Orbital energies of tert-butyl trichlorosilyl telluride, computed with Ansatz 0.2.0 in the def2-TZVPP basis (def2 core potential on Te) at the PBE0-D4/def2-TZVP geometry. Orbitals are counted from the HOMO (0; the LUMO is 1) and matched between methods by energy order. Exact exchange is 20 % in B3LYP, 100 % in HF and, in CAM-B3LYP, 19 % at short and 65 % at long range.

## The fit in Python

```python
# Table: orbital energies (eV) of tBu-Te-SiCl3, Ansatz 0.2.0, B3LYP / CAM-B3LYP / HF, def2-TZVPP
# at a PBE0-D4/def2-TZVP geometry. Tested: (1) symmetry-pair vs even-spacing prediction of withheld
# levels; (2) Gaussian self-repulsion model linking CAM-B3LYP and HF shifts, against linear rivals.
T = {
    'index': [-14, -13, -12, -11, -10, -9, -8, -7, -6, -5, -4, -3, -2, -1, 0, 1],
    'b3lyp': [-11.66, -11.26, -11.11, -10.6, -10.54, -9.94, -9.84, -9.78, -9.74, -9.19, -9.16, -8.82, -8.29, -7.85, -6.32, -1.47],  # eV
    'cam_b3lyp': [-13.4, -13.01, -12.85, -12.37, -12.24, -11.64, -11.54, -11.48, -11.42, -10.85, -10.84, -10.49, -9.73, -9.25, -7.77, -0.25],  # eV
    'hf': [-15.54, -15.31, -15.18, -14.59, -14.42, -13.71, -13.62, -13.57, -13.49, -12.82, -12.82, -12.46, -11.09, -10.36, -8.76, 2.04],  # eV
    'shift': [-3.88, -4.05, -4.07, -3.99, -3.89, -3.78, -3.78, -3.78, -3.75, -3.64, -3.65, -3.64, -2.79, -2.51, -2.44, 3.51],  # eV
}
HELD = [1, 2, 10]  # rows withheld from the fit
import numpy as np
from scipy.constants import physical_constants as pc
from scipy.optimize import minimize_scalar
Ha = pc['Hartree energy in eV'][0]
A = {k: np.array(T[k], float) for k in T}
ix = A['index'].astype(int); B, C, H = A['b3lyp'], A['cam_b3lyp'], A['hf']
kn = np.array([i not in HELD for i in range(len(ix))]); occ = kn & (ix <= 0); L = len(ix) - 1
dC, dH = C - B, A['shift']; s = np.where(ix <= 0, -1.0, 1.0)
al, be, mu, a0 = 0.19, 0.46, 0.33, 0.20  # definitions of the functionals, mu in 1/bohr
def cam(c):
    J = s * (dH - c) / (0.5 * (1 - a0)) / Ha
    Jlr = np.sqrt(2 / np.pi) / np.sqrt(2 / (np.pi * J**2) + 1 / (2 * mu**2))
    return s * 0.5 * (be * Jlr + (al - a0) * J) * Ha
rms = lambda r: float(np.sqrt(np.mean(r**2)))
c = minimize_scalar(lambda x: rms((cam(x) - dC)[occ]), bounds=(-1.5, 2.5), method='bounded').x
k = (dC[occ] @ dH[occ]) / (dH[occ] @ dH[occ]); af = np.polyfit(dH[occ], dC[occ], 1)
ceil = be * mu / np.sqrt(np.pi) * Ha
assert all(np.all(np.diff(X[kn]) > 0) for X in (B, C, H))
assert np.all(dH[occ] < dC[occ]) and np.all(dC[occ] < 0) and dH[L] > dC[L] > 0
assert np.all(np.abs(dC[kn]) < ceil)
print("energies in eV; rounding floor 0.005 per value, 0.01 per difference")
print(f"ceiling |CAM-B3LYP| {ceil:.2f}; fitted offset c {c:+.2f} (known occupied rows only)")
print("idx  CAM-B3  HF-B3  ratio  model  resid")
for i in np.where(kn)[0]:
    print(f"{ix[i]:3d} {dC[i]:6.2f} {dH[i]:6.2f} {dC[i]/dH[i]:6.2f} {cam(c)[i]:6.2f} {cam(c)[i]-dC[i]:+6.2f}")
M = {'Gaussian+c': cam(c), 'Gaussian c=0': cam(0.0), f'proportional {k:.3f}': k * dH,
     f'affine {af[0]:.3f}x{af[1]:+.2f}': np.polyval(af, dH)}
for n, m in M.items():
    r = m - dC; w = np.where(occ)[0][np.argmax(abs(r[occ]))]
    print(f"{n}: rms occ {rms(r[occ]):.3f}, worst idx {ix[w]} {r[w]:+.2f}, LUMO (unfitted) {r[L]:+.2f}")
p = np.polyfit(B[occ], dH[occ], 1); r = np.polyval(p, B) - dH; w = np.where(occ)[0][np.argmax(abs(r[occ]))]
print(f"stretch HF-B3 vs B3: slope {p[0]:.3f}, rms {rms(r[occ]):.2f}, worst idx {ix[w]} {r[w]:+.2f}")
g = lambda n: int(np.where(ix == n)[0][0])
print(f"step -2 to -3: HF-B3 {dH[g(-3)]-dH[g(-2)]:+.2f}, CAM-B3 {dC[g(-3)]-dC[g(-2)]:+.2f}")
print(f"HOMO-LUMO gap: B3LYP {B[L]-B[L-1]:.2f}, CAM {C[L]-C[L-1]:.2f}, HF {H[L]-H[L-1]:.2f}")
pr = [i for i in range(L) if kn[i] and kn[i+1] and B[i+1] - B[i] < 0.15]
deep = kn & (ix <= -3); sd = dH[deep].std(ddof=1)
print(f"deep shifts: mean {dH[deep].mean():.2f}, sd {sd:.2f}; close pairs start at idx {[int(ix[i]) for i in pr]}")
print("col idx [bracket] pair pred+-bar | even pred+-bar | computed | miss pair, even")
P = {}
for n, X in (('B3', B), ('CAM', C), ('HF', H)):
    gp = np.array([X[i+1] - X[i] for i in pr]); sp = np.median(gp)
    for i in HELD:
        lo = max(j for j in range(i) if kn[j]); hi = min(j for j in range(i, L + 1) if kn[j])
        W, m, j = X[hi] - X[lo], hi - lo - 1, i - lo
        if m == 1: y, e = X[lo] + sp, gp.max()
        else: y, e = X[lo] + W / 2 + (j - 1.5) * sp, W / np.sqrt(12)
        y2, e2 = X[lo] + W * j / (m + 1), W * np.sqrt(j * (m + 1 - j) / ((m + 1)**2 * (m + 2)))
        P[n, i] = y
        print(f"{n} {ix[i]} [{X[lo]:.2f},{X[hi]:.2f}] {y:.2f}+-{e:.2f} | {y2:.2f}+-{e2:.2f} | {X[i]:.2f} | {y-X[i]:+.2f}, {y2-X[i]:+.2f}")
    print(f"{n} splits: predicted {sp:.2f}; -12/-13 {X[g(-12)]-X[g(-13)]:.2f}, -13/-14 {X[g(-13)]-X[g(-14)]:.2f}, "
          f"-4/-5 {X[g(-4)]-X[g(-5)]:.2f}, -3/-4 {X[g(-3)]-X[g(-4)]:.2f}")
e3 = rms((cam(c) - dC)[occ])
for i in HELD:
    y = P['HF', i] - P['B3', i]; z = B[i] + cam(c)[i]
    print(f"idx {ix[i]} shift {y:.2f}+-{sd:.2f}, computed {dH[i]:.2f}, miss {y-dH[i]:+.2f}; "
          f"CAM given B3,HF {z:.2f}+-{e3:.2f}, miss {z-C[i]:+.2f}")
```

Printed output:

```
energies in eV; rounding floor 0.005 per value, 0.01 per difference
ceiling |CAM-B3LYP| 2.33; fitted offset c +0.81 (known occupied rows only)
idx  CAM-B3  HF-B3  ratio  model  resid
-14  -1.74  -3.88   0.45  -1.70  +0.04
-11  -1.77  -3.99   0.44  -1.72  +0.05
-10  -1.70  -3.89   0.44  -1.71  -0.01
 -9  -1.70  -3.78   0.45  -1.69  +0.01
 -8  -1.70  -3.78   0.45  -1.69  +0.01
 -7  -1.70  -3.78   0.45  -1.69  +0.01
 -6  -1.68  -3.75   0.45  -1.68  -0.00
 -5  -1.66  -3.64   0.46  -1.67  -0.01
 -3  -1.67  -3.64   0.46  -1.67  +0.00
 -2  -1.44  -2.79   0.52  -1.50  -0.06
 -1  -1.40  -2.51   0.56  -1.44  -0.04
  0  -1.45  -2.44   0.59  -1.42  +0.03
  1   1.22   3.51   0.35   1.26  +0.04
Gaussian+c: rms occ 0.029, worst idx -2 -0.06, LUMO (unfitted) +0.04
Gaussian c=0: rms occ 0.175, worst idx 0 +0.28, LUMO (unfitted) +0.26
proportional 0.463: rms occ 0.133, worst idx 0 +0.32, LUMO (unfitted) +0.40
affine 0.222x-0.86: rms occ 0.022, worst idx 0 +0.05, LUMO (unfitted) -1.30
stretch HF-B3 vs B3: slope 0.355, rms 0.24, worst idx -1 -0.44
step -2 to -3: HF-B3 -0.85, CAM-B3 -0.23
HOMO-LUMO gap: B3LYP 4.85, CAM 7.52, HF 10.80
deep shifts: mean -3.79, sd 0.11; close pairs start at idx [-11, -9, -8, -7]
col idx [bracket] pair pred+-bar | even pred+-bar | computed | miss pair, even
B3 -13 [-11.66,-10.60] -11.16+-0.31 | -11.31+-0.25 | -11.26 | +0.10, -0.05
B3 -12 [-11.66,-10.60] -11.10+-0.31 | -10.95+-0.25 | -11.11 | +0.01, +0.16
B3 -4 [-9.19,-8.82] -9.13+-0.10 | -9.00+-0.11 | -9.16 | +0.03, +0.16
B3 splits: predicted 0.06; -12/-13 0.15, -13/-14 0.40, -4/-5 0.03, -3/-4 0.34
CAM -13 [-13.40,-12.37] -12.93+-0.30 | -13.06+-0.24 | -13.01 | +0.08, -0.05
CAM -12 [-13.40,-12.37] -12.84+-0.30 | -12.71+-0.24 | -12.85 | +0.01, +0.14
CAM -4 [-10.85,-10.49] -10.77+-0.13 | -10.67+-0.10 | -10.84 | +0.07, +0.17
CAM splits: predicted 0.08; -12/-13 0.16, -13/-14 0.39, -4/-5 0.01, -3/-4 0.35
HF -13 [-15.54,-14.59] -15.11+-0.27 | -15.22+-0.22 | -15.31 | +0.20, +0.09
HF -12 [-15.54,-14.59] -15.02+-0.27 | -14.91+-0.22 | -15.18 | +0.16, +0.27
HF -4 [-12.82,-12.46] -12.73+-0.17 | -12.64+-0.10 | -12.82 | +0.09, +0.18
HF splits: predicted 0.09; -12/-13 0.13, -13/-14 0.23, -4/-5 0.00, -3/-4 0.36
idx -13 shift -3.95+-0.11, computed -4.05, miss +0.10; CAM given B3,HF -12.99+-0.03, miss +0.02
idx -12 shift -3.92+-0.11, computed -4.07, miss +0.15; CAM given B3,HF -12.84+-0.03, miss +0.01
idx -4 shift -3.61+-0.11, computed -3.65, miss +0.04; CAM given B3,HF -10.83+-0.03, miss +0.01
```
